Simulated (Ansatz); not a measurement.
# Re: pressure as volume scale varies

All results are calculated (Ansatz 0.2.0). Periodic Kohn-Sham DFT of a crystal at fixed atoms, scaled to volume_scale times the given cell; pressure positive in compression, energy less spherical unpolarised free atoms, largest_vzz the field gradient of largest size among the nuclei.

The cell before it is scaled or strained (space group P6_3/mmc, No. 194):
```
cell vectors (Å)
   2.6029     0.0000     0.0000
  -1.3015     2.2542     0.0000
   0.0000     0.0000     4.1620
atoms (fractions of the cell vectors)
Re  0.33333  0.66667  0.25000
Re  0.66667  0.33333  0.75000
```

Settings of every row: method all-electron PAW; functional LDA; relativity scalar; k mesh 14x14x8; filling fermi-dirac; smearing width 0.05 eV; nucleus gaussian.

Atom start moment: 0 on all atoms.

Limits: all rows lie far from zero pressure; cell far from its zero-pressure volume; field gradient without spin-orbit coupling on heavy atoms; no gap: field gradients move with the k mesh; no spin-orbit coupling on heavy atoms.

| row | volume scale | V (Å³/atom) | pressure (GPa) | largest V_zz (1e21 V/m^2) |
| --- | --- | --- | --- | --- |
| 1 | 0.94 | 11.478 | 143.651 | -8.044 |
| 2 | 0.9405 | 11.484 | 143.152 | -8.043 |
| 3 | 0.96 | 11.722 | 124.565 | -8.029 |
| 4 | 0.98 | 11.966 | 107.135 | -8.047 |
| 5 | 0.99 | 12.088 | 98.994 | -8.061 |
| 6 | 1 | 12.21 | 91.215 | -8.08 |
| 7 | 1.01 | 12.332 | 83.783 | -8.103 |
| 8 | 1.02 | 12.454 | 76.685 | -8.13 |
| 9 | 1.04 | 12.699 | ? | ? |
| 10 | 1.06 | 12.943 | 51.362 | -8.247 |

Question: what pressure should row 9 give?

Worked fit of pressure. Take u = (V_r/V)^(2/3) − 1 with V_r = 12.088 Å³ an atom, which is twice the finite (Eulerian) strain; such expansions in the strain, on which the Birch-Murnaghan equation of state is built, carry the rest volume and the bulk modulus. The shown rows have u = 0.03512, 0.03476, 0.02071, 0.00679, 0, -0.00667, -0.01323, -0.01969, -0.04454. Least squares give pressure = 98.9875 + 1182.441 × u + 2539.58 × u² GPa; a straight line predicts inner rows, each left out in turn, worse (root mean square 1.6 against 0.006 GPa). The rows lie off it by 0.004, -0.006, 0.000, 0.002, 0.007, 0.001, -0.005, -0.005, 0.002 (root mean square 0.0042 GPa). The withheld row has u = -0.03234, so the fit gives 98.9875 + 1182.441 × (-0.03234) + 2539.58 × (-0.03234)² = 63.403 GPa.

The calculation gave 63.435 GPa. The fit lies 0.032 GPa (0.035 % of the column's range) below it; its largest miss of a shown row is 0.007 GPa.

The other values of row 9: largest V_zz -8.188 1e21 V/m^2.
